**Cutoff convergence of a boron pseudo-atom as a spectrum of its waves**

The table gives the excess of the lowest s and p levels over their 400 Ry values against the cutoff of a spherical Bessel basis, for a Troullier-Martins boron potential (ld1.x, LDA-PZ, scalar-relativistic, reference 2s1.5 2p0, radii 1.15 and 3.25 bohr). The program rebuilds the two pseudo-waves from a non-relativistic LDA atom and tests, with no fitted parameter, the formula excess ≈ Σ (k² − ε) c_k² over the functions above the cutoff; a power law, an exponential and 1/radius² scaling are set beside it. The rebuilt coefficients vanish at 33.6 and 88.4 Ry for s and at 18.6 Ry for p, inside the three steps where the table slows. The formula is 12 % above the s value at 10 Ry and 3 % above from 30 to 50 Ry, but 40 % above the p value at 10 Ry, while the smooth fits miss by factors of two or more. The radius scaling gives a cutoff ratio of 8 against 3.3 to 6 in the table, and the asymptotic exponent −4.5 is not reached.

Calculated values. Convergence of boron pseudo-atom levels with basis cutoff, from ld1.x 7.5 in scalar-relativistic LDA (Perdew-Zunger). The Troullier-Martins potential, made for 2s1.5 2p0 with a [He] core, has radii of 1.15 (s) and 3.25 bohr (p), p as local channel and a core correction. The basis is spherical Bessel functions in a 20 bohr box; errors are relative to 400 Ry.

## The fit in Python

```python
# Table: ld1.x 7.5, B pseudo-atom (2s1.5 2p0, LDA-PZ, scalar-rel., Troullier-Martins): level excess (mRy) over 400 Ry vs cutoff.
# Tested: excess = sum_{k^2>Ec}(k^2-eps)c_k^2 with rebuilt TM waves (no fit); rivals: power law, exponential; 1/rc^2 scaling.
T = {
    'cutoff': [10, 15, 21, 30, 40, 50, 60, 80, 100, 140, 200],  # Ry
    'sum_of_levels_error': [81.96, 35.45, 8.145, 3.045, 2.73, 1.59, 0.69, 0.135, 0.105, 0.015, 0.0],  # mRy
    'lowest_s_level_excess': [54.64, 23.63, 5.43, 2.03, 1.82, 1.06, 0.46, 0.09, 0.07, 0.01, 0.0],  # mRy
    'lowest_p_level_excess': [19.14, 0.3, 0.13, 0.02, 0.0, 0.0, 0.0, 0.0, 0.0, 0.0, 0.0],  # mRy
}
import numpy as np
from math import perm
from numpy.polynomial import Polynomial as Poly
from scipy.linalg import eigh_tridiagonal
from scipy.optimize import brentq
from scipy.special import spherical_jn, logsumexp
E,S,s,p=[np.array(T[k],float) for k in ('cutoff','sum_of_levels_error','lowest_s_level_excess','lowest_p_level_excess')]
rcs=(1.15,3.25); erun=(-1.8571,-1.4204)  # settings (bohr) and further outputs (Ry) of the same run
Z=5; h=0.0025; R=20.0; r=h*np.arange(1,8000)
def solve(V,l,n):
    e,u=eigh_tridiagonal(2/h**2+V+l*(l+1)/r**2,-np.ones(len(r)-1)/h**2,select='i',select_range=(0,n))
    return e,u.T/np.sqrt(h)
V=-2*(1.5+3.5*np.exp(-2*r))/r
for it in range(45):  # non-relativistic spherical LDA atom 1s2 2s1.5, Ry units, standard PZ constants
    e0,u0=solve(V,0,1); rho=2*u0[0]**2+1.5*u0[1]**2; g=rho/r
    VH=2*h*((np.cumsum(rho)-rho/2)/r+np.cumsum(g[::-1])[::-1]-g/2)
    n=rho/(4*np.pi*r**2)+1e-30; rs=(3/(4*np.pi*n))**(1/3); q=np.sqrt(rs); L=np.log(rs)
    vc=np.where(rs>1,-0.1423*(1+7/6*1.0529*q+4/3*0.3334*rs)/(1+1.0529*q+0.3334*rs)**2,
                0.0311*L-0.048-0.0311/3+2/3*0.002*rs*L+(-2*0.0116-0.002)/3*rs)
    V=0.6*V+0.4*(-2*Z/r+VH-2*(3*n/np.pi)**(1/3)+2*vc)
e0,u0=solve(V,0,1); e1,u1=solve(V,1,0)
def model(l,rc,e,u):
    ic=int(round(rc/h)); ri=r[:ic]; w=abs(r-rc)<0.2
    f=Poly.fit(r[w],np.log(abs(u[w])/r[w]**(l+1)),9); d=np.array([f(rc)]+[f.deriv(m)(rc) for m in range(1,5)])
    M=np.array([[perm(a,m)*rc**(a-m) for a in range(0,13,2)] for m in range(5)])
    def pol(c2):
        c4=-c2**2/(2*l+5); x=np.linalg.solve(M[:,[0,3,4,5,6]],d-M[:,1]*c2-M[:,2]*c4)
        c=np.zeros(13); c[::2]=[x[0],c2,c4,*x[1:]]; return Poly(c)
    G=lambda c2: logsumexp(2*(pol(c2)(ri)+(l+1)*np.log(ri)))-np.log(np.sum(u[:ic]**2))
    xs=np.linspace(-20,20,400)/rc**2; y=np.array([G(x) for x in xs])
    rt=[brentq(G,xs[i],xs[i+1]) for i in range(399) if y[i]*y[i+1]<0]
    c2=min(rt,key=abs) if rt else xs[np.argmin(abs(y))]; P=pol(c2)
    up=abs(u); up[:ic]=ri**(l+1)*np.exp(P(ri)); Vp=V.copy()
    Vp[:ic]=e+2*(l+1)*P.deriv()(ri)/ri+P.deriv(2)(ri)+P.deriv()(ri)**2
    k=np.array([j*np.pi if l==0 else brentq(lambda x:spherical_jn(1,x),j*np.pi,(j+.5)*np.pi) for j in range(1,128)])/R
    k=k[k**2<=400]; x=np.outer(k,r); ph=x*spherical_jn(l,x); ph/=np.sqrt(h*(ph**2).sum(1))[:,None]
    c=h*ph@up; H=np.diag(k**2)+h*(ph*Vp)@ph.T; ref=np.linalg.eigvalsh(H)[0]
    z=[k[i]-c[i]*(k[i+1]-k[i])/(c[i+1]-c[i]) for i in range(len(k)-1) if c[i]*c[i+1]<0][:4]
    print(f"l={l} rc={rc}: level rebuilt {e:.4f}, basis {ref:.4f}, run {erun[l]} Ry; norm roots {len(rt)}, norm miss {G(c2):.1e}; V_ps(0) {Vp[0]:.2f} Ry")
    print(f"   zeros of c(k): k={np.round(z,2)} 1/bohr, k^2={np.round(np.square(z),1)} Ry, gaps {np.round(np.diff(z),2)}, pi/rc={np.pi/rc:.2f}")
    tail=np.array([np.sum(((k**2-e)*c**2)[k**2>a]) for a in E])*1e3
    return tail,np.array([np.linalg.eigvalsh(H[:(k**2<=a).sum(),:(k**2<=a).sum()])[0]-ref for a in E])*1e3
ts,ds=model(0,rcs[0],e0[1],u0[1]); tp,dp=model(1,rcs[1],e1[0],u1[0])
m=s>0; a=np.polyfit(np.log(E[m]),np.log(s[m]),1); b=np.polyfit(E[m],np.log(s[m]),1)
pw=np.exp(np.polyval(a,np.log(E))); ex=np.exp(np.polyval(b,E))
print(f"rounding: step 0.01 mRy; max|sum-1.5*s| = {abs(S-1.5*s).max():.3f} mRy")
print(f"fits to ln s (rows s>0): power exponent {a[0]:.2f} (asymptotic theory -4.5); exponential decay {-1/b[0]:.1f} Ry")
print("Ec[Ry] k*rc_s k*rc_p | s: table tail diag power exp | p: table tail diag [mRy]")
for i in range(len(E)): print(f"{E[i]:4.0f} {E[i]**.5*rcs[0]:5.1f} {E[i]**.5*rcs[1]:5.1f} | {s[i]:6.2f} {ts[i]:7.3f} {ds[i]:7.3f} {pw[i]:7.3f} {ex[i]:7.3f} | {p[i]:6.2f} {tp[i]:7.3f} {dp[i]:7.3f}")
w=s>=0.05
for nm,y in (('tail',ts),('diag',ds),('power',pw),('exp',ex)):
    x=np.log(np.maximum(y[w],1e-9)/s[w]); j=np.argmax(abs(x))
    print(f"s {nm}: rms ln ratio {np.sqrt(np.mean(x**2)):.2f}, worst model/table {np.exp(x[j]):.2f} at {E[w][j]:.0f} Ry (rows >=0.05 mRy; smaller are rounding)")
sl=-np.diff(s)/np.diff(E); st=-np.diff(ts)/np.diff(E)
print("step[Ry]: s drop mRy/Ry table (+-rounding), tail model; s factor; local exponent")
for i in range(len(E)-2): print(f"{E[i]:.0f}-{E[i+1]:.0f}: {sl[i]:.4f} (+-{0.01/(E[i+1]-E[i]):.4f}), {st[i]:.4f}; {s[i]/s[i+1]:.2f}; {np.log(s[i+1]/s[i])/np.log(E[i+1]/E[i]):.2f}")
print(f"p factors 10-15, 15-21, 21-30 Ry: {np.round(p[:3]/p[1:4],1)}; s/p at 10, 15, 21 Ry: {np.round(s[:3]/p[:3],1)}")
i,j=np.argmax(s<1),np.argmax(p<1)
print(f"1 mRy crossed: s {E[i-1]:.0f}-{E[i]:.0f}, p {E[j-1]:.0f}-{E[j]:.0f} Ry; ratio {E[i-1]/E[j]:.1f}-{E[i]/E[j-1]:.1f}; (rc_p/rc_s)^2 = {(rcs[1]/rcs[0])**2:.2f}")
assert abs(S-1.5*s).max()<0.011
assert (np.diff(s)<=0).all() and (np.diff(p)<=0).all() and (s>=p).all()
assert sl[3]+0.001<sl[4]-0.001 and sl[3]<sl[2]
```

Printed output:

```
l=0 rc=1.15: level rebuilt -1.8565, basis -1.8565, run -1.8571 Ry; norm roots 2, norm miss 8.9e-16; V_ps(0) 2.30 Ry
   zeros of c(k): k=[ 2.18  5.79  9.4  12.65] 1/bohr, k^2=[  4.8  33.6  88.4 160.1] Ry, gaps [3.61 3.61 3.25], pi/rc=2.73
l=1 rc=3.25: level rebuilt -1.4205, basis -1.4205, run -1.4204 Ry; norm roots 1, norm miss -1.4e-13; V_ps(0) -6.07 Ry
   zeros of c(k): k=[4.31 7.14 8.21 8.99] 1/bohr, k^2=[18.6 51.  67.4 80.8] Ry, gaps [2.83 1.06 0.78], pi/rc=0.97
rounding: step 0.01 mRy; max|sum-1.5*s| = 0.005 mRy
fits to ln s (rows s>0): power exponent -3.10 (asymptotic theory -4.5); exponential decay 16.1 Ry
Ec[Ry] k*rc_s k*rc_p | s: table tail diag power exp | p: table tail diag [mRy]
  10   3.6  10.3 |  54.64  60.971  54.474  76.600  15.610 |  19.14  26.826  20.934
  15   4.5  12.6 |  23.63  26.120  23.525  21.766  11.442 |   0.30   0.386   0.356
  21   5.3  14.9 |   5.43   5.831   5.408   7.661   7.882 |   0.13   0.162   0.137
  30   6.3  17.8 |   2.03   2.092   2.043   2.533   4.506 |   0.02   0.023   0.020
  40   7.3  20.6 |   1.82   1.875   1.834   1.037   2.421 |   0.00   0.002   0.002
  50   8.1  23.0 |   1.06   1.089   1.060   0.519   1.301 |   0.00   0.000   0.000
  60   8.9  25.2 |   0.46   0.470   0.457   0.295   0.699 |   0.00   0.000   0.000
  80  10.3  29.1 |   0.09   0.091   0.090   0.121   0.202 |   0.00   0.000   0.000
 100  11.5  32.5 |   0.07   0.076   0.075   0.060   0.058 |   0.00   0.000   0.000
 140  13.6  38.5 |   0.01   0.009   0.009   0.021   0.005 |   0.00   0.000   0.000
 200  16.3  46.0 |   0.00   0.003   0.003   0.007   0.000 |   0.00   0.000   0.000
s tail: rms ln ratio 0.06, worst model/table 1.12 at 10 Ry (rows >=0.05 mRy; smaller are rounding)
s diag: rms ln ratio 0.02, worst model/table 1.07 at 100 Ry (rows >=0.05 mRy; smaller are rounding)
s power: rms ln ratio 0.40, worst model/table 0.49 at 50 Ry (rows >=0.05 mRy; smaller are rounding)
s exp: rms ln ratio 0.65, worst model/table 0.29 at 10 Ry (rows >=0.05 mRy; smaller are rounding)
step[Ry]: s drop mRy/Ry table (+-rounding), tail model; s factor; local exponent
10-15: 6.2020 (+-0.0020), 6.9703; 2.31; -2.07
15-21: 3.0333 (+-0.0017), 3.3815; 4.35; -4.37
21-30: 0.3778 (+-0.0011), 0.4155; 2.67; -2.76
30-40: 0.0210 (+-0.0010), 0.0217; 1.12; -0.38
40-50: 0.0760 (+-0.0010), 0.0785; 1.72; -2.42
50-60: 0.0600 (+-0.0010), 0.0619; 2.30; -4.58
60-80: 0.0185 (+-0.0005), 0.0190; 5.11; -5.67
80-100: 0.0010 (+-0.0005), 0.0008; 1.29; -1.13
100-140: 0.0015 (+-0.0003), 0.0017; 7.00; -5.78
p factors 10-15, 15-21, 21-30 Ry: [63.8  2.3  6.5]; s/p at 10, 15, 21 Ry: [ 2.9 78.8 41.8]
1 mRy crossed: s 50-60, p 10-15 Ry; ratio 3.3-6.0; (rc_p/rc_s)^2 = 7.99
```
